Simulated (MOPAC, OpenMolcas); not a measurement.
# SnSiH6O (SMILES [SiH3][O][SnH3]): the HOMO–LUMO gap, rung by rung

SnSiH6O has 9 atoms, charge 0, and is taken as a singlet. As SMILES, `[SiH3][O][SnH3]`. The shape is that of a PBE0-D4/def2-TZVP optimisation.

Each level gives the HOMO–LUMO gap (eV). The values are calculated.

| level | kind | program | value (eV) | CPU time |
| --- | --- | --- | --- | --- |
| AM1 | semi-empirical | MOPAC | 9.90 | under 2 s |
| PM6 | semi-empirical | MOPAC | 10.97 | under 2 s |
| HF/def2-SVP (core potential) | Hartree–Fock | OpenMolcas | 14.29 | 13 s |
| SVWN5/def2-SVP (core potential) | LDA | OpenMolcas | 5.16 | 42 s |
| BLYP/def2-SVP (core potential) | GGA | OpenMolcas | 5.36 | 59 s |
| TPSS/def2-SVP (core potential) | meta-GGA | OpenMolcas | 5.74 | 80 s |
| BHLYP/def2-SVP (core potential) | global hybrid | OpenMolcas | 9.90 | 52 s |
| PBE0/def2-SVP (core potential) | global hybrid | OpenMolcas | 7.67 | 52 s |
| B2PLYP/def2-SVP (core potential) | double hybrid | OpenMolcas | 10.16 | 36 s |

The values span 5.16 to 14.29 eV. Orbital gaps aren't excitation energies, and those of double hybrids come from the SCF part alone; they tend to grow with the share of exact exchange. Times are those of the runs behind each value, whatever else they computed, on shared processors of several kinds: orders of magnitude only.

The gap is wide at every level, but its size depends mainly on the treatment of exchange. The three semi-local functionals lie close together, from 5.16 to 5.74 eV, whereas the hybrids open the gap markedly and Hartree–Fock takes it to 14.29 eV, probably because its empty orbitals feel the field of all the electrons, while its occupied ones are freed from their own repulsion.

A wide gap suits a saturated molecule with only σ bonds and oxygen lone pairs. The HOMO is probably largely an oxygen lone pair, and the LUMO a σ* orbital with considerable tin character, since bonds to tin are longer and weaker than those to silicon. The orbital energies alone can't confirm this assignment.

The shared value of 9.90 eV from AM1 and BHLYP is no mutual confirmation, as the two describe the virtual orbitals very differently. Nor is the upper end of the range a settled limit: without diffuse functions, a weakly bound or unbound LUMO is held artificially compact, and a larger basis could lower it noticeably.
